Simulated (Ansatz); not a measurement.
## Gd: pressure and energy above lowest point against volume scale

Free energy against uniform scaling of the volume at fixed shape and fractions; periodic cell, basis, potentials, k mesh and filling as listed. The results are calculated, by Ansatz 0.2.0.

The cell before it is scaled or strained (space group Fm-3m, No. 225):
```
Gd
1.0
      0.0000     2.5858     2.5858
      2.5858     0.0000     2.5858
      2.5858     2.5858     0.0000
Gd
1
Direct
  0.00000 0.00000 0.00000
```

Settings of every row: functional LDA; dispersion none; potentials PAW; wave cutoff 500 eV; density cutoff 2000 eV; k mesh 10x10x10; k shift 0x0x0; occupations fermi dirac; smearing width 0.15 eV; spin collinear.

Limits: coarse k mesh, up to 40 meV an atom off; minimum outside the range; state may not be the lowest; the cell comes from a prototype or a list of computed structures and needn't be the stable phase; with one magnetic atom in the cell only parallel moments are possible.

```
row  volume scale  V (Å³/atom)  pressure (GPa)  energy above lowest point (meV/atom)
  1          0.88        30.43           -1.36                                     0
  2          0.92       31.813           -2.58                                  17.2
  3          0.96       33.196           -3.56                                  43.8
  4             1       34.579           -4.34                                  78.1
  5          1.04       35.962           -4.97                                 118.4
  6          1.08       37.346           -5.48                                 163.6
  7          1.12       38.729               ?                                     ?
```

Question: what pressure and energy above lowest point should row 7 give?

Worked fit of pressure. Take u = (V_r/V)^(2/3) − 1 with V_r = 33.888 Å³ an atom, which is twice the finite (Eulerian) strain; such expansions in the strain, on which the Birch-Murnaghan equation of state is built, carry the rest volume and the bulk modulus. The shown rows have u = 0.07439, 0.04302, 0.01385, -0.01337, -0.03883, -0.06272. Least squares give pressure = −3.971 + 28.71 × u + 79.6 × u² + 86 × u³ GPa; a parabola predicts inner rows, each left out in turn, worse (root mean square 0.0094 against 0.0033 GPa). All shown rows lie on it to the printed digit. The withheld row has u = -0.08517, so the fit gives −3.971 + 28.71 × (-0.08517) + 79.6 × (-0.08517)² + 86 × (-0.08517)³ = -5.89 GPa.

The calculation gave -5.88 GPa. The fit lies 0.01 GPa (0.22 % of the column's range) below it, one unit of the last digit. This row lies beyond the range of the fit.

Worked fit of energy above lowest point. Take u = (V_r/V)^(2/3) − 1 with V_r = 33.888 Å³ an atom, which is twice the finite (Eulerian) strain; such expansions in the strain, on which the Birch-Murnaghan equation of state is built, carry the rest volume and the bulk modulus. The shown rows have u = 0.07439, 0.04302, 0.01385, -0.01337, -0.03883, -0.06272. Least squares give energy above lowest point = 60.12 − 1261.1 × u + 6149 × u² − 799 × u³ meV/atom; a parabola predicts inner rows, each left out in turn, worse (root mean square 0.086 against 0.041 meV/atom). All shown rows lie on it to the printed digit. The withheld row has u = -0.08517, so the fit gives 60.12 − 1261.1 × (-0.08517) + 6149 × (-0.08517)² − 799 × (-0.08517)³ = 212.6 meV/atom.

The calculation gave 212.7 meV/atom. The fit lies 0.1 meV/atom (0.047 % of the column's range) below it, one unit of the last digit. This row lies beyond the range of the fit.
